\textbf{Student.} A copper dot between two aluminium electrodes should be gapped by the proximity effect and carry no heat near the Fermi level. Why give it a circular ensemble?

\textbf{Lecturer.} At phase difference $\pi$ the two pair potentials are real and opposite, so for equal coupling the induced pairing cancels and the dot is gapless. Attach two normal leads with $N_1$ and $N_2$ spin-degenerate channels, and let each Al contact have $N_S$ ballistic channels. With $t(E)$ the transmission block of the Bogoliubov--de Gennes scattering matrix and $f$ the Fermi function, the heat current is $\frac{1}{2h}\int dE\,E\,\mathrm{Tr}\,tt^\dagger\,(f_1-f_2)$ over all $E$. The factor $1/2$ removes the double counting of electrons and holes. I write $\vartheta$ for temperature and keep $T_n$ for the distinct eigenvalues of $tt^\dagger$, each $d$-fold degenerate. If $t$ is constant over the thermal window,
\begin{equation}
G=G_0\,d\sum_n T_n,\qquad G_0=\frac{\pi^2k_B^2\vartheta}{6h}=4.732\times10^{-13}\,\mathrm{W\,K^{-2}}\times\vartheta .
\end{equation}
The only universal scale in W/K is $k_B^2\vartheta/h$. Take $N_1=N_2=N$ and let $\delta$ be the mean spacing of the spin-degenerate levels of the normal dot. The dwell time is $\tau_d=h/(2N\delta)$ and the time between Andreev reflections is $\tau_S=h/(2N_S\delta)$. Then $G/G_0$ depends on $N$, on $\kappa=N_S/N$, on the phase offset $\epsilon=\pi-\phi$, and on $k_B\vartheta\tau_d/\hbar$, $\hbar/(\Delta\tau_S)$, $k_B\vartheta/\Delta$, $\tau_d/\tau_s$, $\tau_d/\tau_B$ and $\tau_{\rm erg}/\tau_S$. Here $\Delta$ is the Al gap, $\tau_s$ the spin relaxation time, $\tau_B$ the orbital dephasing time in a field and $\tau_{\rm erg}$ the time to explore the dot. The class CI ensemble is the corner $\kappa\to\infty$, $\epsilon\to0$, with $k_B\vartheta$ far below $\Delta$ and the inverse delay time, and with the last three ratios small.

\textbf{Student.} What is the law in that corner?

\textbf{Lecturer.} For the four Altland--Zirnbauer classes Dahlhaus, B\'eri and Beenakker (2010) found
\begin{equation}
P(\{T_n\})\propto\prod_{i<j}|T_i-T_j|^{\beta}\prod_n T_n^{\beta(|N_1-N_2|+1)/2-1}\,(1-T_n)^{\gamma/2},
\end{equation}
with $(\beta,\gamma,d)=(1,-1,1)$ for D, $(2,-1,2)$ for DIII, $(4,2,4)$ for C and $(2,1,4)$ for CI. In this formula $dN_i$ is the number of Bogoliubov modes in lead $i$, so $N_i$ counts spin-degenerate channels only in C and CI. For $N_1=N_2$ the power of $T_n$ is $\beta/2-1$.

\textbf{Student.} Class CI keeps time reversal, so I expected $\beta=1$ and $T^{-1/2}$.

\textbf{Lecturer.} Count dimensions. Spin rotation splits $S$ into two equal blocks. In the basis (electron up, hole down) the Hamiltonian is $h_0\tau_z+\Delta\tau_x$ and real, so at $E=0$ we have $S=\tau_yS^*\tau_y$ and $S=S^T$. Hence $M=S\tau_y$ is Hermitian with $M^2=1$, and $iM$ lies in the Lie algebra of the compact symplectic group $Sp(n)$ of $2n\times2n$ matrices, $n=N_1+N_2$. The ensemble is $M=U\tau_yU^\dagger$ with $U$ Haar distributed. Changes of basis in the leads form $Sp(N)\times Sp(N)$ and leave the angles $T_n=\sin^2\theta_n$ fixed. The volume of such an orbit is a product of sines of linear combinations of the angles, each raised to the number of directions the orbit loses where that sine vanishes. The generic stabiliser is $U(1)$ per angle. At $T_i=T_j$ the group $U(1)^2$ grows to $U(2)$, two directions are lost, and $\beta=2$, using $\sin(\theta_i-\theta_j)\sin(\theta_i+\theta_j)=T_i-T_j$. At $T=0$ it grows to $U(1)^2$, a loss of one. At $T=1$ it grows to $SU(2)$, a loss of two. The weight is $\sin\theta\cos^2\theta\,d\theta\propto(1-T)^{1/2}dT$, so $\gamma=1$. The quaternion structure doubles each eigenvalue and the second spin block doubles it again, so $d=4$.

\textbf{Student.} You quoted a theorem for the shape between the edges. Can I test it?

\textbf{Lecturer.} The mean needs no Jacobian. The adjoint representation is irreducible, so $\mathrm{Tr}M^2=2n$ is shared equally on average among the $n(2n+1)$ orthonormal directions of the algebra. Of these $4N_1N_2$ connect the leads, and they carry $2\,\mathrm{Tr}\,tt^\dagger=4\sum T_n$. Therefore $\langle\sum T_n\rangle=N_1N_2/(n+1/2)$. Aomoto's moments of the Selberg integral, applied to $P$, give for all four classes
\begin{equation}
\Big\langle\sum T_n\Big\rangle=\frac{N_1N_2}{n+\xi},\qquad
\mathrm{Var}\sum T_n=\frac{2N_1N_2(N_1+\xi)(N_2+\xi)}{\beta(n+\xi)^2(n+\xi-1)(n+\xi+2/\beta)},
\end{equation}
with $\xi=(\gamma+2)/\beta-1=0,-\tfrac12,0,\tfrac12$ for D, DIII, C, CI. The CI value is the one just derived.

\textbf{Student.} Take $N$ small, then large.

\textbf{Lecturer.} For $N=1$ the laws are $1/(\pi\sqrt{T(1-T)})$ in D, $1/(2\sqrt{1-T})$ in DIII, $6T(1-T)$ in C and $\tfrac32\sqrt{1-T}$ in CI, with means $1/2$, $2/3$, $1/2$, $2/5$. The first is a single Majorana mode per lead: $S$ is a $2\times2$ orthogonal matrix with uniform angle and $T=\sin^2\theta$, for either sign of $\det S$. For large $N$ in CI,
\begin{equation}
\Big\langle\sum T_n\Big\rangle=\frac N2-\frac18+\frac1{32N}-\dots,\qquad
\mathrm{Var}\sum T_n=\frac1{16}\Big(1+\frac1{8N^2}+\dots\Big).
\end{equation}
The three terms give 0.406 against the exact 0.400 at $N=1$, and 0.891 against 0.889 at $N=2$. The exact variance is 0.0686 at $N=1$, 0.0641 at $N=2$ and 0.0625 at infinity, so for these moments the crossover is over by two channels. At large $N$ the shift of the mean is $-\xi/4$ and the variance $1/(8\beta)$. In units of $G_0$ the shifts are $0,+\tfrac14,0,-\tfrac12$ and the variances $\tfrac18,\tfrac14,\tfrac12,1$. For $N_1\ll N_2$ the mean is $N_1[1-(N_1+\xi)/N_2]$.

\textbf{Student.} So a shift of $-G_0/2$ is the fingerprint of class CI.

\textbf{Lecturer.} It is a fingerprint of time reversal and spin symmetry only. Far from $E=0$ the particle-hole constraint is gone and each block is a symmetric unitary matrix with $2N$ modes per lead. That circular orthogonal ensemble has $\langle\mathrm{Tr}\,tt^\dagger\rangle=(2N)^2/(4N+1)$ per block, so two blocks give $8N^2/(4N+1)$, exactly $4N^2/(2N+1/2)$. The difference shows in the fluctuations: the orthogonal variance $1/8$ times $2^2$ is $1/2$, half the CI value.

\textbf{Student.} Now break the corner. You sent $N_S$ to infinity.

\textbf{Lecturer.} Work at large $N$. All $2N$ normal channels are equivalent, so any excess return probability into the incoming channel is taken evenly from all channels. The excess comes from electron-to-electron paths paired with their reverses, and it equals the classical probability $p_{ee}$ of leaving as an electron through one given channel. Per contact event the exit probability per channel is $1/(2N+2N_S)$, and an Andreev event flips the charge. Summing the geometric series, $p_{ee}+p_{he}=1/(2N)$ and $p_{ee}-p_{he}=1/(2N+4N_S)$. Then $\langle\sum T\rangle=\tfrac N2(1-p_{ee})$ and
\begin{equation}
\delta G/G_0=-\frac12\Big[1+\frac{1}{1+2\kappa}\Big].
\end{equation}
At $\kappa=0$ this is $-1$, the normal orthogonal dot. The crossover lies at $N_S=N/2$, and the CI value is approached as $-\tfrac12-\tfrac1{4\kappa}$.

\textbf{Student.} Copper has spin-orbit scattering. Is the class then CI at all?

\textbf{Lecturer.} That is the weakest point. A path rotates the spin by $U\in SU(2)$ and its reverse by $U^{-1}$, so the pair is weighted by $\tfrac12\mathrm{Tr}U^2=\cos\varphi$, with $\varphi$ the rotation angle. Define $\tau_s$ by isotropic decay of the polarisation, $\langle1+2\cos\varphi\rangle=3e^{-t'/\tau_s}$ after a time $t'$ in the copper. Andreev reflection pairs time-reversed states and does not rotate the spin. The two modes above decay at rates $z/\tau_d$ with $z=1$ and $z=1+2\kappa$, and integrating over $t'$ with $\sigma=\tau_d/\tau_s$ gives
\begin{equation}
\delta G/G_0=\frac14\sum_{z=1,\,1+2\kappa}\Big[\frac1z-\frac{3}{z+\sigma}\Big].
\end{equation}
For $\kappa\to\infty$ this is $-\tfrac12+\tfrac34\sigma$ at small $\sigma$ and $+\tfrac14-\tfrac{3}{4\sigma}$ at large $\sigma$, with a sign change at $\sigma=2$. The upper end is class DIII, where the same leads have $2N$ distinct eigenvalues and $2(2N)^2/(4N-1/2)\to2N+\tfrac14$. The variance is built from squares of the same propagators, $\tfrac14[1+3/(1+\sigma)^2]$, which runs from the CI value 1 to the DIII value $1/4$. An orbital field acts alike, replacing $-\tfrac12$ by $-\tfrac12/(1+\tau_d/\tau_B)$ on the way to class C.

\textbf{Student.} And if the phase misses $\pi$? I guess it only matters once it breaks time reversal.

\textbf{Lecturer.} Something happens earlier. A path collects about $\kappa$ phases $\pm\epsilon/2$ of random sign, so time reversal is lost near $\epsilon\sim\kappa^{-1/2}$. The proximity effect adds coherently, and Nazarov's circuit theory gives it. At $E=0$ the retarded Green function of the dot is a unit vector $\mathbf n$, the normal leads point along $z$, and the Al electrodes along $(\eta,\pm\sqrt{1-\eta^2},0)$ with $\eta=\sin(\epsilon/2)$. A ballistic contact with $m$ channels adds $-m\ln(1+\mathbf n\cdot\mathbf n_i)$ to a function whose stationarity expresses conservation of the matrix current. For a tilt $\theta$ towards $x$,
\begin{equation}
\tan\frac\theta2=\frac{\kappa\,\eta\cos\theta}{1+\eta\sin\theta}.
\end{equation}
A quasiparticle entering through a ballistic contact is coherently Andreev reflected with probability $u^2$, $u=\tan(\theta/2)$, and takes its energy back. Two contacts in series give $\sum T=\tfrac N2(1-u^2)$. For $\epsilon\ll1$ only $x=\kappa\epsilon/2$ remains, through $u(1+u^2)=x(1-u^2)$, and
\begin{equation}
1-u^2=1-x^2+4x^4-\dots\ \ (x\ll1),\qquad 1-u^2=\frac2x-\frac4{x^2}+\dots\ \ (x\gg1),
\end{equation}
with 0.704 at $x=1$. There are thus three scales. The loss $N_S^2\epsilon^2/(2N)$ in $G/G_0$ equals $1/2$ at $\epsilon=\sqrt N/N_S$. The classical conductance collapses at $\epsilon=2N/N_S$, and beyond that it falls as the power law $\sum T\approx2N^2/(N_S\epsilon)$, which is what remains of your gap. The scale $\kappa^{-1/2}$ comes last when $\kappa\gg4$. Unequal Al contacts are more forgiving. They tilt $\mathbf n$ along $y$, where the contacts themselves resist, so $\theta=\delta N_S/(N+2N_S)$, and the loss $N\theta^2/2$ reaches $1/2$ at $\delta N_S=(N+2N_S)/\sqrt N$.

\textbf{Student.} Temperature. I would compare $k_B\vartheta$ with $\hbar/\tau_d$.

\textbf{Lecturer.} That needs two amendments. The Andreev amplitude is $e^{-i\arccos(E/\Delta)}\approx-ie^{iE/\Delta}$, a delay $\hbar/\Delta$ per reflection, and there are $\kappa$ reflections per dwell. So $\tau_{\rm eff}=\tau_d+\kappa\hbar/\Delta$ and $E_c=\hbar/\tau_{\rm eff}$. Also, heat is carried away from the Fermi level, with the normalised weight $w(y)=(3/\pi^2)\,y^2/[4\cosh^2(y/2)]$, $y=E/k_B\vartheta$, and $\langle y^2\rangle=7\pi^2/5$. The mean shift survives, since a path and its reverse have the same electron and hole segments at any energy. For the variance I take the standard large-$N$ correlator, a product of two propagators $1/(1\mp i\omega\tau_{\rm eff}/\hbar)$. The covariance of $G/G_0$ is $\tfrac12[L(E-E')+L(E+E')]$ with $L(\omega)=1/(1+\omega^2/E_c^2)$, which is 1 at $E=E'=0$ and $1/2$ at $E=E'\gg E_c$. Since $w$ is even the two terms average equally. With $t=k_B\vartheta/E_c$ and $L=\int_0^\infty ds\,e^{-s}\cos(s\omega/E_c)$,
\begin{equation}
\mathrm{Var}\,\frac{G}{G_0}=F(t)=\int_0^\infty\! ds\,e^{-s}\,\hat w(\pi ts)^2,\qquad
\hat w(q)=3\Big[\frac{2\cosh q}{\sinh^2q}-\frac{q(\cosh^2q+1)}{\sinh^3q}\Big].
\end{equation}
At low temperature $F=1-\tfrac{14\pi^2}{5}t^2=1-27.6\,t^2$, which fails near $t=0.190$. At high temperature $L\to\pi E_c\,\delta_{\rm Dirac}(\omega)$, and $\int w^2dy=\tfrac7{10}-\tfrac6{\pi^2}=0.0921$ gives $F=0.289/t$. The crossover sits near $k_B\vartheta=E_c/5$. With spin relaxation the variance is $\tfrac14[F(t)+3F(t/(1+\sigma))/(1+\sigma)^2]$.

\textbf{Student.} Put in copper and aluminium.

\textbf{Lecturer.} Take a model dot of $50\times50\times20\ \mathrm{nm^3}$, volume $V=5\times10^{-23}\,\mathrm{m^3}$, with $N=100$ and $N_S=1000$ at $\vartheta=20$ mK. The approximate inputs are a free-electron density $8.5\times10^{28}\,\mathrm{m^{-3}}$, a diffusion constant $D=0.01\,\mathrm{m^2/s}$, $\tau_s=20$ ps and $\Delta=180\,\mu$eV. Then $k_F=1.360\times10^{10}\,\mathrm{m^{-1}}$, the density of states per spin is $\nu=mk_F/(2\pi^2\hbar^2)=5.64\times10^{46}\,\mathrm{J^{-1}m^{-3}}$, $\delta=1/(\nu V)=2.21\,\mu$eV and $h/\delta=1.870$ ns. The contact areas $4\pi N/k_F^2$ and $4\pi N_S/k_F^2$ are 6.8 and 68 $\mathrm{nm^2}$. The times are $\tau_{\rm erg}=L^2/(\pi^2D)=25$ fs for $L=50$ nm, $\tau_S=0.935$ ps and $\tau_d=9.35$ ps, in the required order. But $\hbar/\Delta=3.66$ ps, so ten reflections add 36.6 ps and $\tau_{\rm eff}=45.9$ ps. The gap sets most of $E_c=14.3\,\mu$eV. With $k_B\vartheta=1.72\,\mu$eV we have $t=0.120$, while $\Delta/k_B\vartheta=104$ shuts off quasiparticle leakage into the Al.

\textbf{Student.} And the spin ratio?

\textbf{Lecturer.} It is $\sigma=0.47$, which is not small. The $z=1$ term gives $-0.26$ and the $z=21$ term $-0.023$, together $\delta G=-0.28\,G_0$, a little over half the CI value. With $G_0=9.46\times10^{-15}$ W/K that is $-2.7\times10^{-15}$ W/K on a classical $2NG_0=1.89\times10^{-12}$ W/K, or 0.14 per cent. The variance would be 0.60 at zero temperature. Numerical integration gives $F(0.120)=0.78$ and $F(0.082)=0.87$, hence a variance of 0.50 and an rms fluctuation of $0.71\,G_0=6.7\times10^{-15}$ W/K. One sample fluctuates by more than twice the mean shift.

\textbf{Student.} Then close the contacts to one channel, where the law $\sqrt{1-T}$ is visibly not Gaussian.

\textbf{Lecturer.} Closing them lengthens the dwell. Since $\sigma=N^*/N$ with $N^*=h/(2\delta\tau_s)=47$, class CI needs $N\gg47$, and the shift changes sign near $N=23$. At $N=1$ this dot has $\sigma=47$ and belongs to DIII with two distinct eigenvalues. As $N^*\propto V$, one channel stays in CI only in a volume well below a cube of side 10 nm, if $\tau_s$ does not shrink. The demands pull against each other: the relative size $1/(4N)$ of the effect wants few channels and the spin symmetry wants many.

\textbf{Student.} How well must I hold the phase, and does the bias field spoil it?

\textbf{Lecturer.} Here $\sqrt N/N_S=0.010$ rad, which is $0.0016$ of the flux quantum $h/2e$ in a bias loop, and the collapse comes at 0.20 rad. These are zero-energy values. At energy $E$ I estimate the small-$x$ loss to acquire the factor $L(2E)$, and $\langle(2E/E_c)^2\rangle=0.80$, so by convexity it is softened by less than a factor of two. The tolerated contact imbalance is 210 channels. For the field, model the dot as a diffusive disc of equal area, $R^2=L^2/\pi$, a rough step since the mean free path is not far below $R$. The rate $D(2e/\hbar)^2\langle A^2\rangle$ with $A=Br/2$ gives $1/\tau_B=De^2B^2R^2/(2\hbar^2)$, and $\tau_B=\tau_d$ at 0.11 T. Half a flux quantum through a loop of $1\,\mu\mathrm{m^2}$ needs 1.03 mT, so $\tau_d/\tau_B=9\times10^{-5}$. The Zeeman term acts in each block as an energy shift $\mu_BB=0.06\,\mu$eV, far below $E_c$.

\textbf{Student.} Femtowatts per kelvin. Phonons must swamp that.

\textbf{Lecturer.} Inside the dot they do not. With a typical coupling $\Sigma\approx2\times10^9\,\mathrm{W\,m^{-3}K^{-5}}$ the bulk law gives $5\Sigma V\vartheta^4=8.0\times10^{-20}$ W/K, or $8.5\times10^{-6}G_0$. The bulk law is strained here. The compiled room-temperature value $C_{44}=75.7$ GPa (Blaschke) and an approximate density $8960\,\mathrm{kg/m^3}$ give a shear velocity $c_t=2907$ m/s along a cube axis, and $hc_t/k_B\vartheta=7.0\,\mu$m far exceeds the dot. The margin is still five orders of magnitude. Heat flowing between the reservoirs through the substrate is a parallel path outside this model, but it does not depend on $\phi$. Dephasing matters more: a typical $\tau_\varphi\approx1$ ns trims the interference terms by a fraction of order $\tau_{\rm eff}/\tau_\varphi=0.046$, which touches the second digit.

\textbf{Student.} How much of the $-0.28$ belongs to copper?

\textbf{Lecturer.} It is the model's number. As typical knowledge, the density of states behind the electronic heat capacity of copper is roughly 40 per cent above the free-electron value, so the model probably gives $\delta$ too large and $\tau_d$, $\sigma$ and $N^*$ too small by up to that factor, which would push the dot further towards DIII. The input $\tau_s$ depends on impurities and surfaces, and changing it to 10 ps or 40 ps moves the shift to $-0.16$ or $-0.38$. The exact parts are the limiting values $-\tfrac12$ and $+\tfrac14$ of the shift, the variances 1 and $\tfrac14$, and within the large-$N$ treatment the scales $N_S=N/2$, $\sigma=2$, $\epsilon=\sqrt N/N_S$ and $k_B\vartheta\approx E_c/5$ that separate the regimes.